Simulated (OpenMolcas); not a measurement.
# A ladder of methods for GaHCl2O (SMILES [OH][Ga]([Cl])[Cl])

GaHCl2O: 5 atoms, total charge 0, spin state singlet. As SMILES, `[OH][Ga]([Cl])[Cl]`. Geometry: relaxed at PBE0-D4/def2-TZVP.

```
atom    x (Å)    y (Å)    z (Å)
   O   0.2545   1.3546   0.2459
  Ga   0.1185  -0.3945   0.0568
  Cl   1.5000  -1.6349   1.0577
  Cl  -1.4079  -1.2363  -1.1558
   H  -0.4152   1.8374  -0.2460
```

Each level gives the energy change with the O1–H5 bond stretched from 0.961 to 1.442 Å (eV). The values are calculated.

| level | kind | program | value (eV) | less CCSD(T)/def2-SVP | CPU time (all runs) |
| --- | --- | --- | --- | --- | --- |
| HF/def2-SVP (unrestricted) | Hartree–Fock | OpenMolcas | 2.92 | +0.60 | 13 s |
| SVWN5/def2-SVP (restricted) | LDA | OpenMolcas | 2.14 | -0.18 | 28 s |
| PBE/def2-SVP (restricted) | GGA | OpenMolcas | 2.11 | -0.21 | 38 s |
| M06-L/def2-SVP (restricted) | meta-GGA | OpenMolcas | 2.36 | +0.04 | 46 s |
| B3LYP/def2-SVP (restricted) | global hybrid | OpenMolcas | 2.29 | -0.03 | 36 s |
| BHLYP/def2-SVP (restricted) | global hybrid | OpenMolcas | 2.61 | +0.29 | 37 s |
| B2PLYP/def2-SVP (restricted) | double hybrid | OpenMolcas | 2.33 | +0.01 | 33 s |
| MP2/def2-SVP (restricted) | perturbation theory | OpenMolcas | 2.39 | +0.07 | 15 s |
| CCSD(T)/def2-SVP (restricted) | coupled cluster or CI | OpenMolcas | 2.32 | 0.00 | 2.1 min |

Differences are taken from CCSD(T)/def2-SVP (restricted) for orientation; it has basis-set and higher-order errors of its own. All-electron rows without a relativistic Hamiltonian named are non-relativistic. The first shape isn't each level's own minimum. The values span 2.11 to 2.92 eV. In the correlated wave-function rows the outer d shell of Ga is correlated, in sets not made for it. Times are those of the runs behind each value, whatever else they computed, on shared processors of several kinds: orders of magnitude only.

Hartree–Fock makes the O–H stretch too costly, at 2.92 eV against 2.32 eV for CCSD(T), while SVWN5 and PBE make it too cheap. As the bond lengthens, the σ and σ* orbitals draw together and left-right correlation grows. Hartree–Fock lacks this stabilisation, so its energy climbs too steeply. MP2 recovers most of it and lies only 0.07 eV above CCSD(T), which suggests that the stretched bond is still within reach of a single-reference description.

Among PBE, B3LYP and BHLYP the cost rises with the share of exact exchange, probably because semilocal exchange mimics part of the left-right correlation that exact exchange removes. That share alone doesn't fix the result: M06-L has none yet lies close to CCSD(T), as does B2PLYP, which combines a large share with perturbative correlation. The gradient correction matters little here, with SVWN5 and PBE almost equal. Since the bond is only partly stretched, the values give neither its dissociation energy nor the acidity of the hydroxyl group.
